Q: I have aluminium nitride, and I want to know what squeezing does to its band gap. Solids are supposed to become more metallic under pressure. Does the gap shrink?

A: In these PBE calculations it grows. Below is wurtzite AlN at several volumes, all scaled uniformly from one cell, so every distance changes by the same factor. The shortest distance is the Al–N bond length, which I shall call d. The most compressed cell has its results hidden, and we can try to work them out.

Wurtzite AlN at uniformly scaled volumes with fixed fractional coordinates, computed with Ansatz 0.2.0 using all-electron LAPW and the PBE functional, scalar-relativistic and without spin polarization. All runs use an 11×11×6 k mesh, Fermi–Dirac smearing of 0.02 eV and a basis error target of 1 meV/atom; the band gap is taken on the k mesh.

```
volume (Å³/atom)     c/a  shortest distance (Å)  band gap (eV)  smallest direct gap on path (eV)
           9.805  1.6001                  1.847              ?                                 ?
          10.014  1.6001                  1.860          4.524                             4.524
          10.222  1.6001                  1.873          4.340                             4.340
          10.327  1.6001                  1.879          4.250                             4.250
          10.431  1.6001                  1.885          4.161                             4.161
          10.535  1.6001                  1.891          4.074                             4.074
          10.640  1.6001                  1.898          3.988                             3.988
          10.848  1.6001                  1.910          3.821                             3.821
          11.057  1.6001                  1.922          3.658                             3.658
```

Q: How large is the effect, as a number I can remember?

A: A volume change of one percent moves the gap by about 0.09 eV. In terms of pressure, the mean stress in the runs is close to zero at 10.640 Å³/atom and about 13 GPa at 10.014, while the gap rises from 3.988 to 4.524 eV. That is 0.54 eV over 13 GPa, or roughly 40 meV per GPa. The cell shape and the atoms' relative positions were held fixed, and noticeable forces along the c axis remain on the atoms, so a real crystal under hydrostatic pressure may respond somewhat differently. This matters because the top of the valence band at the zone centre is a single level about 0.3 eV above a degenerate pair, a spacing expected to depend on c/a and on the atoms' positions along c.

Q: Why does it grow? Shorter bonds mean stronger overlap and wider bands, and wider bands should close the gap.

A: The upper valence band does widen, by 0.37 eV between 10.848 and 10.014 Å³/atom. Measured from its own centre, the mean of its six bands, its top rises by 0.13 eV and its bottom sinks by 0.24 eV, so the effect you describe is there. But on the same scale the bottom of the conduction band rises by 0.84 eV, and that wins. The lowest conduction band even narrows, because its bottom rises more than its top.

Q: What pushes the conduction edge up?

A: Its antibonding character. The bottom of the conduction band is an antibonding combination of s orbitals on both atoms, and stronger coupling raises an antibonding state. The top of the valence band is made mainly of nitrogen p orbitals. Bonding with aluminium p pulls it down while the widening of the band pushes it up, so it is expected to move less. This orbital picture is argued from general bonding rules. The run at 10.431 Å³/atom also requested an orbital analysis covering both band edges, which would be a more direct test, but I haven't used its results here.

Q: Do the numbers at least agree with it?

A: For the conduction edge they do. Over the same compression it rises by 0.40 eV against nitrogen 1s, while the valence edge falls by 0.31 eV. With aluminium 2s as the reference, the shifts are 0.36 eV up and 0.35 eV down. Core levels shift too, so how the change divides between the edges depends on the reference. The nitrogen 2s band itself sinks by 0.57 eV against nitrogen 1s; measured from that band, the valence edge rises by 0.26 eV and the conduction edge by 0.97 eV. The rise of the conduction edge survives every one of these references, while the direction of the valence edge depends on the choice. That supports the antibonding half of the picture without proving it.

Q: Would any conduction state respond like this?

A: No, and the same crystal shows it. The second conduction band has its minimum near the boundary of the Brillouin zone, away from the zone centre Γ where the gap lies. Between 10.848 and 10.014 Å³/atom its height above the conduction edge drops from 1.36 to 0.94 eV. The gap itself grows by 0.70 eV, while the distance from the valence top to this minimum grows by only 0.28 eV. To guess the trend in a related crystal, ask first which state forms the conduction edge.

Q: Can you turn the bonding picture into a formula?

A: Coupling between neighbouring orbitals scales roughly as 1/d², as kinetic energy does. The gap can then be sketched as

gap = (mean s level − mean p level) + (splitting of s states) + (splitting of p states)

where each splitting is measured from the mean level to the edge. The splittings grow with the coupling. The sketch keeps the first bracket fixed. It is negative, because on each atom the valence s level lies below the p level. The gap is therefore what remains after a subtraction, and such a remainder can change by a much larger percentage than the coupling does. From the largest to the smallest known volume, 1/d² rises by 7% and the gap by 24%. Half the distance at Γ from the lowest nitrogen 2s level to the conduction edge, a measure of the s splitting, grows by 0.59 eV between 10.848 and 10.014 Å³/atom, most of the 0.70 eV that the gap gains.

Q: And for small changes of volume?

A: Then the splittings follow the coupling nearly along a straight line. With V the volume per atom and V₀ = 10.431 Å³, the relative change of 1/d² is

x = (V₀/V)^(2/3) − 1

and a straight line fitted to the eight known cells gives

gap = 4.161 eV + 13.19 eV × x

The two constants summarise the data; they are not atomic energies. The sketch explains the direction of the trend, but it is too simple to be expected to give the size of the slope.

Q: Then work out the hidden cell.

A: Its volume is 9.805 Å³/atom, and it took no part in the fit.

x = (10.431/9.805)^(2/3) − 1 = 0.0421
gap = 4.161 eV + 13.19 eV × 0.0421 = 4.716 eV

My forecast is about 4.72 eV, larger than in every known cell, with an error bar of ±0.01 eV.

Q: Why that error bar?

A: It is a judgement with two guides. A line of the same form drawn through the cells at 10.222 and 11.057 Å³/atom, then extended to 10.014, misses the computed gap there by less than 0.001 eV. The other guide is a rival recipe, a constant deformation potential, which makes the gap linear in the logarithm of the volume. For the hidden cell it gives 4.704 eV, about 0.01 eV below my value.

Q: Could the gap become indirect there?

A: I expect it to stay direct, so that both gap columns agree. Each two percent of compression brings the minimum of the second conduction band closer to the conduction edge by only about 0.1 eV, and it still lies 0.94 eV up in the neighbouring cell. But away from Γ the first conduction band may dip lower than that, so this is an argument and not a proof.

The withheld rows as computed:

```
volume (Å³/atom)     c/a  shortest distance (Å)  band gap (eV)  smallest direct gap on path (eV)
           9.805  1.6001                  1.847          4.715                             4.715
```

Q: So both forecasts held. What did we learn?

A: The computed gap is 4.715 eV, within about 0.001 eV of the line, and direct on the k mesh. That mesh misses the zone-boundary points K, M and L, so a valley there is sampled only at neighbouring points. The step beyond the known volumes was short and the gap kept its direct character, so a smooth rule could carry on. The constant deformation potential came out 0.011 eV too low. It uses one average slope, whereas the gap responds more strongly in the compressed cells; the 1/d² form has that bend built in. Another smooth curve with the same bend would do as well, so the hit is consistent with the bonding picture but doesn't prove it. The printed analysis below compares both lines.

Q: May I use 4.7 eV as the gap of my compressed sample?

A: No. PBE makes gaps too small, and the measured gap of uncompressed AlN is roughly 6 eV. The change with volume is usually more trustworthy than the gap itself, because much of the error is common to neighbouring volumes. Take the calculated shift between the volumes of your uncompressed and compressed sample, add it to the measured gap, and treat the result as an estimate: this table has no better level of theory against which to test the shift. The hidden cell also stands at about 18 GPa, a range in which real AlN is known to turn into the rock-salt form, to which this trend doesn't apply.

The analysis program printed:

```
fit of band_gap on 8 rows: constant 4.161 +/- 0.00015, coefficient of h 13.19 +/- 0.0074; rms 0.000359, worst 10.327 -0.000659, leave-one-out rms 0.000558
  rows outside the fit (model, value, miss): 9.805 4.716, 4.715, 0.00138
fit of band_gap on 8 rows: constant 4.163 +/- 0.001, coefficient of u -8.736 +/- 0.034; rms 0.0025, worst 10.014 -0.00422, leave-one-out rms 0.00414
  rows outside the fit (model, value, miss): 9.805 4.704, 4.715, -0.011
forecast for the withheld cell, lower end of range (eV): 4.706
forecast for the withheld cell, upper end of range (eV): 4.726
V^(-2/3) forecast less ln V forecast, withheld cell (eV): 0.01233
withheld cell, computed smallest direct gap less computed band gap (eV): 0
rehearsal at 10.014, V^(-2/3) line, predicted less computed (eV): 0.0005343
rehearsal at 10.014, ln V line, predicted less computed (eV): -0.005442
gap rise from 11.057 to 10.014 (eV): 0.866
gap rise from 11.057 to 10.014 (percent): 23.67
rise of 1/d^2 from 11.057 to 10.014 (percent): 6.828
slope d(gap)/d(ln V) between 10.014 and 10.222 (eV): -8.95
slope d(gap)/d(ln V) between 10.848 and 11.057 (eV): -8.542
conduction edge against N 1s, change from 10.848 to 10.014 (eV): 0.395
valence edge against N 1s, change from 10.848 to 10.014 (eV): -0.3088
conduction edge against Al 2s, change from 10.848 to 10.014 (eV): 0.3555
valence edge against Al 2s, change from 10.848 to 10.014 (eV): -0.3483
upper valence band width, change from 10.848 to 10.014 (eV): 0.3672
side valley (second conduction band) above conduction edge at 10.014 (eV): 0.9366
side valley (second conduction band) above conduction edge at 10.848 (eV): 1.364
```
